Zincblende BN at set pressures or scaled volumes, computed with Ansatz 0.2.0 (PBE, plane-wave PAW, scalar-relativistic, no spin polarisation, 420 eV cutoff, 12×12×12 k mesh). Zone-centre optical phonons are from linear response, and only the longitudinal frequency includes the long-range electric term. Dielectric constants and Born charges are means of the tensor diagonal.

```tsv
volume per atom (Å³)	applied pressure (GPa)	volume over rest	lowest phonon frequency (cm⁻¹)	highest longitudinal frequency (cm⁻¹)	dielectric clamped	dielectric relaxed	Born charge first, site B (e)
5.43	40	none	1147.1	1374.5	4.53	6.51	1.87
5.49	35	none	1133.5	1361.8	4.54	6.55	1.88
5.55	30	none	1119.6	1348.8	4.55	6.60	1.88
5.67	20	none	1090.5	1321.5	4.57	6.71	1.89
5.69	18	none	1084.4	1315.9	4.57	6.73	1.89
5.72	16	none	1078.3	1310.2	4.58	6.75	1.90
5.82	9	none	1056.4	1289.6	4.59	6.84	1.90
5.83	n/a	0.98	1052.5	1286.0	4.59	6.86	1.91
5.85	7	none	1049.9	1283.5	4.60	6.87	1.91
5.86	6	none	1046.6	1280.5	4.60	6.88	1.91
5.89	4	none	1040.0	1274.3	4.60	6.91	1.91
5.92	2	none	1033.3	1268.0	4.61	6.94	1.91
5.94	1	none	1029.9	1264.8	4.61	6.95	1.91
5.95	0	none	1026.5	1261.6	4.61	6.97	1.91
5.97	n/a	none	1023.1	1258.4	4.62	6.99	1.92
6.00	n/a	none	1016.1	1251.9	4.62	7.02	1.92
6.07	n/a	1.02	1001.5	1238.2	4.64	7.09	1.92
```

## The puzzle in the columns

Squeezing cubic boron nitride brings its charged atoms closer together. That ought to strengthen the electric forces between them, and it does. Yet two signs of a polar crystal both weaken under pressure: the gap between its longitudinal and transverse vibrations narrows, and its static dielectric constant falls. The main reason is that the bonds stiffen faster than the electric forces grow, while the charge that a moving atom carries shrinks a little.

The lowest phonon frequency in the table, taken among the optical modes at the zone centre only, is that of the transverse optical vibration, TO, in which boron and nitrogen move against each other. The highest longitudinal frequency, LO, belongs to the same motion when it sets up a macroscopic electric field, which adds to the restoring force. The clamped dielectric constant ε∞ is the response of the electrons with the atoms held still, and the relaxed one, ε₀, lets the atoms move too. The Born charge Z\* measures how much polarisation a displaced atom carries with it.

## One crystal, one curve

The rows without a pressure are no separate branch. Those at 5.83 and 6.07 Å³ were made by scaling the volume, and those at 5.97 and 6.00 Å³ were relaxed under slight tension. All four fall on the same smooth curve as the rest once the frequencies are set against volume. The small steps in the Born charge come from its two printed decimals.

Against pressure the curve bends. The first gigapascal above rest raises TO by 3.4 cm⁻¹, but between 35 and 40 GPa the gain is only 13.6 cm⁻¹ for five gigapascals. The crystal gets harder to compress, so each further gigapascal shortens the bonds by less. Volume is therefore the better variable for finding the cause.

A straight-line least-squares fit of log TO against log volume, through all 17 rows, gives a slope of −1.22. This means that one per cent less volume raises TO by about 1.2 per cent. The number without its sign is the mode's Grüneisen parameter, γ. For LO the same fit gives only 0.94.

## Why the transverse mode stiffens

Consider first a perfectly harmonic bond, whose energy E is a parabola in its length d. Moving one atom against its four tetrahedral neighbours lengthens some bonds, shortens others and swings them sideways. Summed over the four bonds, the spring constant is

K = (4/3)(E″ + 2E′/d).

In a compressed harmonic bond, E″ is unchanged and E′ is negative, because the bond pushes outwards. K would then fall. With bonds 3 per cent shorter, as at 40 GPa, TO would drop by about 3 per cent, whereas the table shows a clear rise. In a picture of central bonds alone, the stiffening must come from the lopsided shape of the bond energy, which climbs more steeply on the short side than on the long side.

A simple form with that shape is E = A/d⁴ − B/d². The first term stands for the repulsion of overlapping electron clouds and the second for covalent attraction. The two powers are taken from a scaling rule for covalent solids, not from this calculation. The steps are short:

1. At the rest length d₀ the energy is lowest, so A = Bd₀²/2.
2. With x = d/d₀, the spring constant relative to its rest value is (6x⁻⁶ − 2x⁻⁴)/4.
3. Near x = 1 this varies as d⁻⁷. The frequency goes as the square root of K, hence as d to the power −3.5, or as volume to the power −7/6.

The model thus gives γ = 7/6, or about 1.17, close to the 1.22 of the fit. Repeating the steps for general powers m and n gives γ = (m + n + 1)/6. A steeper repulsive wall means a mode that reacts more strongly to compression. Only the sum of the powers counts, so the agreement can't confirm 4 and 2 separately, and the test against pressure below suggests that part of it is luck.

## The 40 GPa row worked out

The only frequency that the model borrows is TO at rest. Given the volume of the 40 GPa row, its frequency is therefore calculated and not fitted.

- The volume ratio is 5.43/5.95 = 0.913. Since x³ equals this ratio, x⁻⁶ = 1.200 and x⁻⁴ = 1.129.
- The spring constant grows by the factor (6 × 1.200 − 2 × 1.129)/4 = 1.235.
- The square root is 1.111, so TO rises by 11.1 per cent of 1026.5 cm⁻¹, which is 114 cm⁻¹.

The table gives a rise of 121 cm⁻¹. The model recovers about 95 per cent of it. The 6 cm⁻¹ left over is its largest miss in frequency; as a share of the shift it falls short by about as much in every row.

The same springs can be given a harder task. With their strength set by TO at rest, they should also tell what pressure holds the crystal at the smallest volume. They give 29 GPa where 40 GPa was applied. The model therefore reproduces how fast the mode stiffens, but it is no full account of the forces in the crystal. It leaves out the stiffness of bond angles, which resists the vibration but not a uniform squeeze. Counting it would leave less of TO to the bonds and make the predicted pressure lower still. The model also ignores the dipoles that the vibration creates and a uniform squeeze does not. These are expected to soften TO, so that the bonds are stiffer than TO suggests, which would raise the pressure. The shortfall in pressure shows that the softening side wins, though not how much of it the dipoles supply.

Elastic constants computed at some of the same pressures allow a test that needs no chosen powers. For any central bond the spring constant follows from the bulk modulus and the pressure, as K = (cell volume) × (3 × bulk modulus − 4 × pressure)/d². Springs fixed this way, from the bulk moduli at 7 and 35 GPa, put TO well above the table and raise it by only 6.5 per cent between the two pressures, where the table shows 8.0 per cent. The lopsided bond thus accounts for most of the stiffening, but not for all of it. The remainder is expected from the softening term: taking away a part that grows slowly leaves a TO² that grows faster in proportion than the springs do.

## The electric force grows, and the splitting still narrows

The longitudinal frequency follows from

LO² = TO² + P, with P proportional to Z\*²/(Vε∞),

where V is the volume and P the polar term. This relation is how LO was obtained, so it can sort causes but is no test of them. Diamond shows the limit without charge. Its two atoms are alike, Z\* vanishes by symmetry, and LO equals TO at the zone centre under any pressure that keeps the crystal cubic. Only the stiffening of the bonds is left there.

In boron nitride P has three ingredients. From the most stretched row to the most compressed one, the smaller volume multiplies P by 1.117 and the weaker screening by the electrons multiplies it by 1.023. The lower Born charge, taken with more digits than the table prints and squared, multiplies it by 0.946. The product is 1.082, so the electric contribution does grow.

The splitting, however, is a difference of frequencies and not of their squares: LO − TO = P/(LO + TO). Over the same range the sum LO + TO grows by the factor 1.126 and outruns P. The splitting therefore shrinks from 236.7 to 227.4 cm⁻¹. A stiff spring turns a given extra force into a smaller shift of frequency.

The contest is close, and the Born charge decides it. Had the charge kept its value, P would have grown by 1.117 × 1.023 = 1.143. Starting from 1238.2² − 1001.5², about 530,000 cm⁻², P would have reached about 606,000 cm⁻². With the actual TO of the compressed crystal, the splitting would then have been about 239 cm⁻¹, slightly wider than at the start. Had TO stayed fixed instead, the growth of P alone would have widened it too. The narrowing needs both the stiffer bonds and the smaller charge.

Why the charge falls is less certain. A likely reading is that in a shorter bond the electrons are shared more evenly, so that a moving atom drags less polarisation along. The table records the fall but doesn't resolve where the electrons go.

The formula also explains why LO has the smaller Grüneisen parameter. At rest about two thirds of LO² comes from TO², which grows quickly on compression. The remaining third is P, which grows slowly and holds the total back.

## Why the static dielectric constant falls

In a static field the atoms shift until the springs stop them. Their contribution, ε₀ − ε∞, is proportional to Z\*²/(V·TO²): charge and density help, stiffness hinders. In the limit of infinitely stiff bonds it would vanish, leaving only the electrons. In the opposite limit, TO going to zero, it would grow without bound. Crystals in which a softening TO vibration leads to a ferroelectric transition come near this limit.

Boron nitride moves towards the stiff limit. From the most stretched to the most compressed row the lattice part drops from 2.45 to 1.98. With TO held at its first value it would have risen to 2.59, because the higher density outweighs the lower charge. Here, unlike in the splitting, the outcome isn't close. TO² grows by a factor of 1.312, enough to bring the lattice part down even at constant charge.

These shifts matter when stress in a cubic boron nitride layer is to be judged. Near rest, one gigapascal of even pressure raises TO by 3.4 cm⁻¹ and lowers ε₀ from 6.97 to 6.95. Both changes are only a few tenths of one per cent. Two limits apply to reading stress from the frequency. The stress in a film usually lies in its plane and shifts vibrations along the plane and across it by different amounts, which needs coefficients not computed here. And the shift should be read against an unstressed sample, since the absolute frequencies lack zero-point motion and temperature and come without a convergence test. They are also expected to lie somewhat low, because PBE tends to make bonds slightly too long and too soft.

## Why the electrons respond less as well

The clamped constant falls too, though only by 0.11 over the whole series. If each pair of atoms kept a fixed polarisability, packing the pairs more densely would raise ε∞ from 4.61 at rest to 4.95 at 40 GPa, even without the local fields of neighbouring pairs, which would add to the rise. The table gives 4.53. Each pair must therefore have become less polarisable.

The natural cause is a wider separation between bonding and antibonding states. Theory makes ε∞ − 1 roughly proportional to the electron density divided by the square of a mean gap. If that gap grows as 1/d², the same rule as for the covalent attraction above, ε∞ − 1 varies as the cube root of the volume. This gives 4.50 at 40 GPa, the right direction with a somewhat exaggerated fall.

The computed bands point the same way. The smallest direct gap widens by 6.1 per cent from the most stretched to the most compressed row, while the change in ε∞ calls for a mean gap wider by 7.3 per cent. The two gaps are not the same quantity, so the comparison supports the direction and rough size only. The fundamental gap, which is indirect, widens by less than half as much, but ε∞ is built from vertical transitions. The PBE functional makes gaps too small, which is a reason to trust the trend in ε∞ more than its value.
